No cell in this series breaks the pattern. When cubic BaTiO₃ is expanded by 27% in volume, its electronic dielectric constant climbs by about 6%, in steps that grow evenly from the first to the last. Yet the band gap of the same cells does have a kink, because the top of the valence band changes place between the second and the third row. The dielectric constant passes this point without a trace, and the reason lies in what each quantity measures.

Ansatz 0.2.0, DFT with the r2SCAN functional, plane waves and PAW potentials, for cubic BaTiO₃ (Pm-3m, 5 atoms per cell) under hydrostatic strain. All runs are spin-unpolarised, with a 500 eV wave cutoff, a 6×6×6 k mesh and fixed occupations. The dielectric constants are the electronic response with the ions held fixed.

```tsv
volume (Å³/atom)	shortest distance (Å)	electronic dielectric xx	electronic dielectric yy	electronic dielectric zz
11.275	1.917	5.929	5.929	5.929
11.631	1.937	5.945	5.945	5.945
11.994	1.957	5.970	5.970	5.970
12.365	1.977	6.002	6.002	6.002
12.743	1.997	6.043	6.043	6.043
13.130	2.017	6.091	6.091	6.091
13.523	2.037	6.148	6.148	6.148
13.925	2.057	6.213	6.213	6.213
14.335	2.077	6.286	6.286	6.286
```

The rows are named by their volume per atom. Row 12.743 is the unstrained cell, and the others are the same crystal with its edge shortened or lengthened by up to 4%. The electronic dielectric constant $\varepsilon$ describes how far the electrons alone shift in an electric field while the nuclei stay fixed; cubic symmetry makes xx, yy and zz equal. Its square root, about 2.5 here, is the refractive index for light whose frequency lies well below the absorption edge and well above the lattice vibrations. The constant is not the permittivity of a BaTiO₃ capacitor, most of which comes from moving ions.

The most compressed cell, row 11.275, is the place to look for a break. There and in row 11.631 the highest filled state sits at Γ, the centre of the Brillouin zone; in the other seven cells it sits at R, the corner. A quadratic in strain through the gaps of those seven, carried on to row 11.275, overshoots the computed gap by 0.07 eV. The same kind of curve for the dielectric constant, also drawn through the seven and carried on, misses by less than 0.001, about the last printed digit.

That contrast is large. If the whole electronic response followed the inverse square of the band gap, the kink would shift $\varepsilon$ in row 11.275 by about 0.27, three quarters of its rise over the entire series. The gap is a difference between two extremes, the highest filled and the lowest empty level, so it kinks when another state takes over as the extreme. The dielectric constant is, in essence, a sum over transitions from every filled to every empty state at the same point of the zone. When a filled state at R overtakes a filled state at Γ, both were in the sum before and both remain in it.

A sum of smooth terms is smooth, provided that no term blows up. Of two equally strong transitions, the one of lower energy counts more, so trouble would come from a filled and an empty level meeting at the same point of the zone. The smallest such separation, the direct gap at Γ, is still 2.08 eV in the largest cell. No term comes near to blowing up, so the contributions can change gradually with strain.

Smoothness alone does not explain why the constant rises. Expansion spreads the same electrons over more space, which by itself must lower $\varepsilon$. A simple model treats the electrons as oscillators with one mean excitation energy $E$. Each responds in proportion to $1/E^2$, and their density goes as $1/V$, where $V$ is the volume, so

$$\varepsilon-1=\frac{C}{V E^2},$$

with $C$ constant because the total oscillator strength is set by the number of electrons. That sum rule holds only approximately for the potentials and the functional used here.

The two effects largely cancel. A 1% longer edge means 3% more volume. Around the unstrained cell the fitted mean energy falls by about 1.9% for each 1% of edge, which raises the response by nearly 4%. The difference, just under 1% of $\varepsilon-1$, is the gentle climb in the table. The same balance gives a rule for a neighbouring crystal: the constant rises on expansion if the mean energy falls by more than about 1.5% per 1% of edge, and drops if it falls by less.

Row 14.335, the cell stretched by 4%, shows the two effects at work. Dilution alone would reduce $\varepsilon-1$ from its unstrained value of 5.043 to

$$5.043\times\frac{12.743}{14.335}=4.483,$$

and so give a constant of about 5.48, far below the computed 6.286. A straight line for $E$ against strain, fitted to all nine cells, puts the mean energy there at $0.9993-4\times0.01933=0.922$ of its unstrained value. Then

$$\varepsilon=1+\frac{4.483}{0.922^2}\approx6.27,$$

close to the computed value.

This row was part of the fit, and $E$ is obtained from $\varepsilon$ itself, so the agreement is no independent proof of the mechanism. What it does show is that one steady softening describes all nine cells to about 0.01. The remaining misfit is systematic: the predicted constant comes out too low at both ends of the series and too high in the middle, because the mean energy falls slightly faster as the crystal expands. The analysis printed below gives the fit and its misses row by row.

If only the electrons of the oxygen 2p bands are counted, the mean energy is of the order of 10 eV, several times the gap, which is another sign that the band edge does not govern the response. Letting $E$ follow the direct gap at Γ instead puts row 11.275 too high by 0.17 and makes the constant fall at first on expansion, where the calculation has it rise. Both findings suggest that much of the response comes from transitions well above the edge, though neither proves it.

Why the mean energy falls is a matter of theory rather than of this table. Filled and empty levels may move closer together, or strength may pass to transitions of lower energy; the first is expected here. In the ionic picture, the electrostatic field of the lattice holds the filled oxygen 2p levels low and pushes the empty titanium 3d levels up. Longer distances weaken that field, and they also weaken the Ti–O mixing that drives filled and empty levels apart. The direct gap at Γ, which shrinks at every step, fits the electrostatic part of this picture. It says nothing about the mixing, because cubic symmetry forbids oxygen 2p and titanium 3d states to mix at Γ. This reading takes the band edges at Γ to be oxygen 2p and titanium 3d states, as is expected for this crystal; the runs do not label them.

The trend is safer than its finest details. The stated error of each constant is about 0.02, more than the first step of 0.016; the even run of the steps suggests that most of this error is common to all rows, but does not prove it. The empty bands of the eight strained cells are only loosely converged, and the program does not vouch for the reference bands of these cells; both warnings bear on the exact size of the gap kink. The unstrained cell carries neither warning, and its gap lies on the same smooth curve as those of its neighbours. Functionals of this kind also tend to give gaps that are too small and dielectric constants that are too large.

A true break would be expected where the crystal changes its state, and BaTiO₃ has an obvious candidate. At room temperature the real crystal is polar, with titanium displaced from the centre of its oxygen cage, whereas the cubic symmetry imposed here holds it at the centre in every row. If the atom were free to move, $\varepsilon$ could change slope or jump at the volume where the displacement sets in, and its three diagonal elements need no longer be equal. The smooth curve belongs to the constrained cubic crystal, and it cannot reveal where that crystal would become unstable.

Numerical output:

```
fit of eps on 7 rows (atR): constant 6.043 +/- 0.00015, coefficient of strain 0.04451 +/- 8.2e-05, coefficient of strain**2 0.004078 +/- 3.1e-05; rms 0.000214, worst 12.743 -0.000386, leave-one-out rms 0.000328
  rows outside the fit (model, value, miss): 11.275 5.93, 5.929, 0.000856; 11.631 5.946, 5.945, 0.000837
fit of gap on 7 rows (atR): constant 2.172 +/- 0.00017, coefficient of strain -0.07522 +/- 9.1e-05, coefficient of strain**2 0.0002552 +/- 3.4e-05; rms 0.000237, worst 13.523 0.000281, leave-one-out rms 0.000635
  rows outside the fit (model, value, miss): 11.275 2.477, 2.411, 0.0658; 11.631 2.4, 2.387, 0.0128
fit of rel on 9 rows: constant 0.9993 +/- 0.00026, coefficient of strain -0.01933 +/- 0.0001; rms 0.000689, worst 11.275 0.00122, leave-one-out rms 0.000986
Steps from the row above and misses of three models (prediction less computed constant):
     row  step of constant  step of gap (eV)  step of direct gap (eV)  step of mean energy (% of unstrained)  miss linear softening  miss fixed response per cell  miss direct-gap scaling
  11.275               n/a               n/a                      n/a                                    n/a               -0.01114                        0.7706                   0.1679
  11.631             0.016          -0.02397                 -0.02397                                  -1.83              -0.001706                        0.5801                   0.0956
  11.994             0.025          -0.06386                 -0.03047                                 -1.874               0.003731                        0.3879                  0.04526
  12.365             0.032          -0.07547                 -0.03592                                 -1.897               0.007437                        0.1952                  0.01456
  12.743             0.041          -0.07545                 -0.04067                                 -1.932                0.00752                             0                        0
   13.13             0.048          -0.07526                 -0.04471                                  -1.95               0.006445                       -0.1966                 0.001141
  13.523             0.057          -0.07464                 -0.04797                                 -1.972               0.002107                       -0.3959                   0.0154
  13.925             0.065          -0.07398                 -0.05072                                 -1.989              -0.003801                       -0.5981                  0.04223
  14.335             0.073            -0.073                  -0.0529                                 -1.998               -0.01106                       -0.8031                  0.08144
Rise of the dielectric constant over the series: 0.357
Growth of volume over the series (%): 27.14
Growth of response per cell over the series (%): 36.35
Fall of the mean excitation energy over the series (%): 14.36
Gap of the most compressed cell below the continued R line (eV): 0.06582
Break of the constant there if all response went as one over gap squared: 0.2729
Mean excitation energy of the unstrained cell, order of magnitude (eV): 8.789
```
